**Solution key: computing the avalanche gain of an InAs electron-only diode, cost against accuracy**

**(a) Exact gain.** Electrons enter at $x=0$ and drift along $+x$ through $0\le x\le W$. No holes enter at $W$. The ionisation coefficients $\alpha$ (electrons) and $\beta=k\alpha$ (holes) are local and constant, and recombination is neglected. With current magnitudes, $J=J_n+J_p$ is constant and $J_n'=\alpha J_n+\beta J_p$. For $y=J_n/J$ and $\delta=\alpha-\beta$,
$$y'=\delta y+\beta,\qquad y(W)=1,\qquad M_n=1/y(0).$$
The variable $u=y+\beta/\delta$ obeys $u'=\delta u$ with $u(W)=\alpha/\delta$, so $u(0)=\alpha/(\delta G)$ with $G=e^{z}$, $z=\delta W$, and
$$M_n=\frac{(\alpha-\beta)e^{(\alpha-\beta)W}}{\alpha-\beta e^{(\alpha-\beta)W}}=\frac{(1-k)G}{1-kG}.$$
Breakdown occurs at $kG=1$, that is $W=\ln(\alpha/\beta)/(\alpha-\beta)$. For $\alpha=\beta$, $y$ is linear and $M_n=1/(1-\alpha W)$. For $\beta=0$, $M_n=e^{\alpha W}$ is finite at every width.

Assumed inputs, chosen to reproduce a gain typical of thick InAs diodes: field $E=3.0\times10^{6}$ V/m, $W=4.0\ \mu$m (12 V), $\alpha=7.5\times10^{5}$ m$^{-1}$, $\beta=0$. Then $z=3$ and the model's exact gain is $M=20.09$. This closed form tests the methods that a non-uniform field calls for.

**(b) Marching schemes.** Step from $y(W)=1$ to $x=0$ in $N$ slabs of width $h=W/N$, with $w=z/N$. Each arithmetic operation counts as one. The coefficients are read from a table at no cost, and uniformity is not exploited.

*Trapezoid (T).* With $a_j=\delta_jh/2$,
$$y_{j-1}=\frac{y_j(1-a_j)-\tfrac h2(\beta_j+\beta_{j-1})}{1+a_{j-1}}.$$
Two operations form the new $a$ and seven do the update, so $C_T=9N$.

*Classical fourth-order Runge–Kutta (RK4).* Two new $\delta$ values (2), four slopes (8), three stage arguments (6) and the final combination (6) give $C_R=22N$.

Both need $O(1)$ memory for $M_n$, or $N+1$ numbers if the profile is kept. Both preserve the fixed point $u=0$ and multiply $u$ by $r(w)$ per slab, which replaces $G$ by $G_N=r^{-N}$:
$$r_T=\frac{1-w/2}{1+w/2},\qquad r_R=1-w+\frac{w^2}{2}-\frac{w^3}{6}+\frac{w^4}{24}.$$
Expanding the logarithms,
$$\ln\frac{G_N}{G}=\frac{z^3}{12N^2}+\dots\ (\mathrm T),\qquad \ln\frac{G_N}{G}=-\frac{z^5}{120N^4}\Big(1+\frac{5w}{6}+\dots\Big)\ (\mathrm{RK4}).$$
Hole feedback multiplies these by $A=d\ln M_n/d\ln G=1/(1-kG)$, which is 1 here and diverges at breakdown. For a relative tolerance $\varepsilon$, the leading terms $2.25/N^2$ and $2.025/N^4$ give $C_T\approx13.5\,\varepsilon^{-1/2}$ and $C_R\approx26.24\,\varepsilon^{-1/4}$, equal at $\varepsilon=0.070$.

**(c) Monte Carlo (MC), $\beta=0$.** Free flights are drawn as $-\ln\rho/\alpha$ with $\rho$ uniform on $(0,1)$. Let $m$ be the number of electrons leaving after a remaining length $L$. An ionisation in the first $dL$ starts two independent copies, so $\langle m\rangle'=\alpha\langle m\rangle$ and $\langle m^2\rangle'=\alpha(\langle m^2\rangle+2\langle m\rangle^2)$. Hence $\langle m^2\rangle=2M^2-M$ and $F=\langle m^2\rangle/M^2=2-1/M=1.95$. The mean of $n$ primaries is unbiased, with relative standard deviation $\sigma=\sqrt{(1-1/M)/n}$.

A primary causes on average $M-1$ ionisations, each starting two flights, so it needs $2M-1$ flights. At five operations per flight (draw, logarithm, division, subtraction, comparison) this is 195.9 per primary, and setting $\sigma=\varepsilon$ gives $C_{MC}=186.1\,\varepsilon^{-2}$. Depth-first tracking stores the pending secondaries of one lineage, typically $O(\alpha W)=O(\ln M)$ positions.

**(d) Cheapest choice for a stated accuracy.** Entries give the smallest $N$ or $n$ that meets $\varepsilon$, the cost, and the exact relative deviation $\Delta=M_N/M-1$.

| $\varepsilon$ | T: $N$, $C$, $\Delta$ | RK4: $N$, $C$, $\Delta$ | MC: $n$, $C$ | choice |
|---|---|---|---|---|
| $10^{-1}$ | 5, 45, 0.0999 | 3, 66, −0.0559 | 96, $1.88\times10^4$ | T |
| $10^{-2}$ | 16, 144, 0.00887 | 5, 110, −0.00534 | 9503, $1.86\times10^6$ | RK4 |
| $10^{-3}$ | 48, 432, 0.000978 | 8, 176, −0.000676 | 950213, $1.86\times10^8$ | RK4 |

The first two margins are modest, with cost ratios 1.5 and 1.3; the third is 2.5. The actual crossover lies below the asymptotic one, because the $5w/6$ term and its successors penalise RK4 on coarse grids. T with $N=9$ costs 81 and reaches 0.0287. The next step, $N=10$, costs 90, more than the 88 of RK4 with $N=4$. T is therefore cheapest down to $\varepsilon\approx0.029$ and RK4 below.

**(e) Best choice inside a budget.**

| budget | T: $N$, $C$, $\Delta$ | RK4: $N$, $C$, $\Delta$ | MC | choice |
|---|---|---|---|---|
| 50 | 5, 45, 0.0999 | 2, 44, −0.334 | none | T |
| 100 | 11, 99, 0.0190 | 4, 88, −0.0147 | none | RK4, narrowly |
| 500 | 55, 495, $7.44\times10^{-4}$ | 22, 484, $-9.7\times10^{-6}$ | $n=2$, $\sigma=0.69$ | RK4 |

MC never wins for the mean gain. Its return is the full gain distribution and the ease of adding history-dependent rates.

**(f) Neglected physics against numerical deviation.**

*Holes.* An assumed $k=0.01$ at the same $\alpha W$ gives $G=19.49$, $A=1.242$, $M_n=23.97$ (19 % above the $\beta=0$ value) and breakdown at $W=6.20\ \mu$m.

*Dead space.* In parabolic bands the threshold has the two final electrons and the hole at equal velocity, and energy and momentum conservation give $E_{th}=E_g(2m_c+m_h)/(m_c+m_h)$. The compiled values are $E_g=0.36$ eV (300 K, Skelton 2020) and $m_c=0.026\,m_e$, $\gamma_1=20$, $\gamma_2=8.5$ (0 K, Vurgaftman 2001). The [100] heavy-hole mass is $m_e/(\gamma_1-2\gamma_2)=0.333\,m_e$, so $E_{th}=0.39$ eV. The ballistic dead space $d=E_{th}/eE=0.13\ \mu$m, with $\alpha d\approx0.10$, is a low estimate, since non-parabolicity and phonon losses lengthen it. If both electrons travel $d$ before ionising at rate $\alpha$, growth as $e^{sx}$ requires $2\int_d^\infty\alpha e^{-\alpha(x-d)}e^{-sx}dx=1$, or $s+\alpha=2\alpha e^{-sd}$. The root $s=0.84\,\alpha$ lowers the exponent by about 0.5 and the gain by a fraction of about 0.4. The local $\alpha$ must therefore be read as an effective coefficient that already contains the dead space. The model's $F=1.95$ lies above the 1.5 to 1.6 typical of InAs electron avalanche, the direction expected from dead space.

These effects exceed every marching deviation in (d). For a device estimate, T with 5 to 9 slabs is sufficient, while RK4 is the choice for tests of the local model at $10^{-2}$ and tighter.